**Q.** I have six 2-methyl-1,2,3-triazoles that differ only in the group on C4. What do your three NICS columns measure, and why is NICS(1)zz so much larger in size than NICS(1)?

PySCF 2.14.0, PBE0/pcSseg-1 with density fitting, gas phase, GFN2-xTB geometries, for 2-methyl-1,2,3-triazoles *c1cnn(C)n1 (SMILES); the marked atom is the ring carbon that carries the group *. NICS is the negative GIAO shielding at the ring centre (0) or 1 Å off it, mean of both faces (1); zz is the part along the ring normal. Electronegativities are Pauling's.

```tsv
group *	formula	binding atom	its electronegativity	bond from the marked atom to the group (Å)	torsion about that bond, heaviest neighbours (°)	NICS(0) (ppm)	NICS(1) (ppm)	NICS(1)zz (ppm)	HOMO-LUMO gap (eV)
*C=C	C5H7N3	C	2.550	1.444	0	-12.2	-12.6	-31.0	5.95
*C(C)=O	C5H7N3O	C	2.550	1.468	180	-12.8	-13.1	-31.6	6.07
*C(=O)OC	C5H7N3O2	C	2.550	1.467	0	-13.0	-13.2	-31.9	6.90
*C(C)C	C6H11N3	C	2.550	1.491	119	-13.0	-13.1	-32.1	7.35
*SC	C4H7N3S	S	2.580	1.737	0	-12.2	-12.6	-30.5	6.16
*F	C3H4FN3	F	3.980	1.323	n/a	-14.1	-12.5	-30.5	7.35
```

**A.** A nucleus-independent chemical shift is the negative of the magnetic shielding computed at an empty point, here with GIAO PBE0. NICS(0) is the isotropic value at the ring centre, NICS(1) the isotropic value 1 Å off the centre averaged over both faces, and NICS(1)zz the component of the latter along the ring normal. A negative sign means that the induced currents oppose the applied field there. In the group column *F is fluorine, *SC is SCH$_3$ and *C(C)C is isopropyl, the three rows that carry most of the story.

The isotropic value is a third of the sum of the $xx$, $yy$ and $zz$ components. For fluorine $zz/3 = -30.5/3 = -10.2$ ppm, about four fifths of NICS(1), and that share holds in all six rows. The two in-plane components average only between $-3$ and $-4$ ppm. Above the ring the response is therefore mostly to a field along the normal, which is the direction that drives electrons round the ring.

**Q.** Can the size of that component be understood without the computer?

**A.** Roughly, yes. The ring has $N = 6$ π electrons, two from the methylated nitrogen and one from each of the other four atoms. In a field $B$ along the normal, free electrons precess at $\omega = eB/2m$ and carry the current $I = Ne\omega/2\pi = Ne^2B/4\pi m$. A loop of radius $a$ makes the axial field $\mu_0 I a^2/[2(a^2+z^2)^{3/2}]$ at height $z$, opposed to $B$. Dividing by $B$ and using the classical electron radius $r_e = \mu_0e^2/4\pi m \approx 2.8\times10^{-5}$ Å gives

$$\mathrm{NICS}_{zz}(z) = -\frac{N r_e a^2}{2(a^2+z^2)^{3/2}}.$$

The computed geometry of the fluoro compound has $a = 1.13$ Å, so $a^2 = 1.28$ Å$^2$ and at $z = 1$ Å

$$\mathrm{NICS}_{zz} = -\frac{6\times 2.8\times10^{-5}\times 1.28}{2\times 2.28^{3/2}} \approx -31\ \text{ppm}.$$

Nothing was fitted to any row, and all six lie within about 1 ppm of this estimate. That closeness is partly luck. The π density has a node in the ring plane, and moving the current into two loops at ±0.6 Å, a height assumed for illustration, changes the estimate to $-38$ ppm. The model gives the sign and the order of magnitude, and with one radius for all rows it cannot tell one group from another; the printed output after this text has the arithmetic.

**Q.** Fluorine has the most negative NICS(0). Is the fluoro ring the most aromatic one?

**A.** The other columns say no. Fluorine has NICS(0) of $-14.1$ ppm but the least negative NICS(1), $-12.5$ ppm, and it is the only row in which the centre value is the larger in size. Against SCH$_3$ it differs by 1.9 ppm at the centre and not at all in NICS(1)zz. Whatever fluorine does at the centre has faded 1 Å away, whereas a stronger ring current would show at both points.

The loop model hints at why the centre is a poor probe. It makes the centre 2.4 times as shielded as the point above it, or 1.3 times with split loops, while the isotropic ratio in the table, which also contains the in-plane components, stays between 0.97 and 1.13. The centre lies in the π node and close to five σ bonds, and such local σ terms are known to weigh heavily on NICS(0). In the same calculation the marked carbon of the fluoro ring is also the outlier in IAO charge, far more positive than in any other row. That a polarised σ frame around this carbon shifts NICS(0) is my guess from one row, untested by a σ/π separation.

**Q.** Then does the electronegativity of the binding atom order NICS(1)zz?

**A.** It does not, and two comparisons show it. Sulfur and fluorine differ by 1.40 Pauling units and give the same $-30.5$ ppm. The four groups bound through carbon share one electronegativity and still span 1.1 ppm. The scale describes the pull of one atom along a σ bond, while the ring current may also respond to how the whole group mixes with the π orbitals.

**Q.** The gap is nearer to things I can measure. Does it predict the ring current?

**A.** Theory gives a reason to try. With the origin of the vector potential on the ring axis, the π shielding is the diamagnetic precession of the loop model plus a paramagnetic term, normally of opposite sign. That term is a sum over excitations that the angular momentum $L_z$ about the normal can drive, each divided by its energy. In a perfect ring six electrons fill the levels $m = 0, \pm1$, which $L_z$ does not mix with empty ones, so that term vanishes. Nitrogens and substituents lower the symmetry and let some of it in, and a smaller excitation energy then makes NICS(1)zz less negative. The four carbon-bound rows run in this direction, from vinyl through acetyl and ester to isopropyl.

The rule fails across the whole table. Fluorine and isopropyl share a gap of 7.35 eV and lie 1.6 ppm apart, at the two ends of the column, and four rows fall into a monotonic order by chance 8 % of the time. The gap also shrinks for different reasons: SCH$_3$ has the highest HOMO of the six and acetyl the lowest LUMO. An excitation counts only if $L_z$ couples its orbitals and they have weight on the ring, and the gap says nothing of either.

A series built on a planar ring of $4n$ π electrons would behave differently. There the HOMO and LUMO are the two halves of one $\pm m$ pair, split by distortion and coupled directly by $L_z$. The paramagnetic term then usually dominates and turns the $zz$ component positive, and a group that moves the gap should move that component strongly. The triazoles, with a span of 5 % of the mean, show the opposite case of a filled shell that groups barely disturb.

**Q.** What then sets fluorine and SCH$_3$ apart from isopropyl?

**A.** The natural candidate is π donation, and it remains a guess. The smallest magnitudes belong to fluorine, SCH$_3$ and vinyl, which can feed a lone pair or a π bond into the ring; the torsion column, the twist about the connecting bond, shows SCH$_3$ and vinyl coplanar with it. The summed IAO charge on the two ring neighbours of the marked carbon is indeed most negative for fluorine and SCH$_3$. Isopropyl comes third in that charge, however, although it has the largest magnitude of NICS(1)zz, and total charges mix σ with π. Turning SCH$_3$ perpendicular to the ring would be a test, since weaker donation should move its NICS(1)zz towards the isopropyl value. It would not be a clean one, because currents inside the group itself also reach the probe and change as the group turns. The 119° of isopropyl is no such test, as that group is saturated and has no π system to twist.

**Q.** Which digits would you defend?

**A.** Rounding allows ±0.1 ppm on a difference, but the single conformer is the larger limit. The two faces of one ring differ in $zz$ by up to 0.52 ppm. In the fluoro compound the N-methyl hydrogens sit at unequal heights above and below the ring, and they alone break its mirror plane, so by symmetry they cause the split in that row. This is no error bar. The table averages the two faces, which cancels the part of the methyl's effect that is opposite on them, and vibration is not tested at all. I use the largest split only as a rough yardstick.

On that scale SCH$_3$ and fluorine are tied. The steps from isopropyl to ester and from ester to acetyl, 0.18 and 0.25 ppm, give no secure order. The 1.6 ppm between isopropyl and the tied pair is about three times the largest split, and I would defend it for these conformers and xTB geometries, this functional and this basis. It is a difference between groups, so it reads equally as fluorine weakening the signal or as isopropyl strengthening it.

Numerical output:

```
Rounding: +-0.05 ppm per entry, +-0.1 per difference and per xx,yy mean
group     N0-N1  N0/N1   zz/3  share of N1  xx,yy mean (ppm)
*C=C       +0.4   0.97  -10.33      82 %     -3.40
*C(C)=O    +0.3   0.98  -10.53      80 %     -3.85
*C(=O)OC   +0.2   0.98  -10.63      81 %     -3.85
*C(C)C     +0.1   0.99  -10.70      82 %     -3.60
*SC        +0.4   0.97  -10.17      81 %     -3.65
*F         -1.6   1.13  -10.17      81 %     -3.50
NICS(0): span 1.9 ppm = 15 % of mean -12.9
NICS(1): span 0.7 ppm = 5 % of mean -12.8
NICS(1)zz: span 1.6 ppm = 5 % of mean -31.3
NICS(0) without F: span 0.8, F below their mean by 1.5 ppm
F minus SC: electronegativity 1.40, zz +0.0, N0 -1.9 ppm
C-bound groups (one electronegativity): zz span 1.1 ppm
F minus isopropyl: gap +0.00 eV, zz +1.6 ppm
Rank correlation gap vs zz: all six -0.19, four C-bound -1.00
Chance of a monotonic order of four rows: 2/24 = 8 %
group     face split  zz mean (ppm)  HOMO  LUMO (eV)  q(C4)  q(C5+N3) (e)
*C=C         0.09      -30.98     -6.71  -0.77    +0.044  -0.355
*C(C)=O      0.51      -31.64     -7.49  -1.42    -0.018  -0.305
*C(=O)OC     0.50      -31.89     -7.93  -1.04    -0.015  -0.287
*C(C)C       0.52      -32.07     -7.19   0.15    +0.054  -0.382
*SC          0.51      -30.54     -6.20  -0.04    -0.074  -0.395
*F           0.34      -30.52     -7.63  -0.28    +0.337  -0.422
zz order, most negative first: *C(C)C, *C(=O)OC, *C(C)=O, *C=C, *SC, *F
steps between neighbours (ppm): 0.18, 0.25, 0.66, 0.45, 0.01
q(C5+N3) order, most negative first: *F, *SC, *C(C)C, *C=C, *C(C)=O, *C(=O)OC
Rank correlation q(C5+N3) vs zz: -0.64
Ring Mayer orders, mean/std: *C(C)=O 1.34/0.110; *SC 1.33/0.115; *F 1.34/0.123
F row, N-methyl H heights above the ring (A): -0.23, +1.01, -0.70
Loop of 6 electrons, radius 1.13 A: zz at 1 A -31.4 ppm, table mean -31.3
  row deviations from the loop: -0.7 to +0.9 ppm
  centre zz -75, zz/3 -25 ppm; centre/1 A ratio 2.37
  table isotropic N0/N1: 0.97 to 1.13
  loops split to +-0.6 A (rough): zz at 1 A -38, centre -52 ppm, ratio 1.34
```
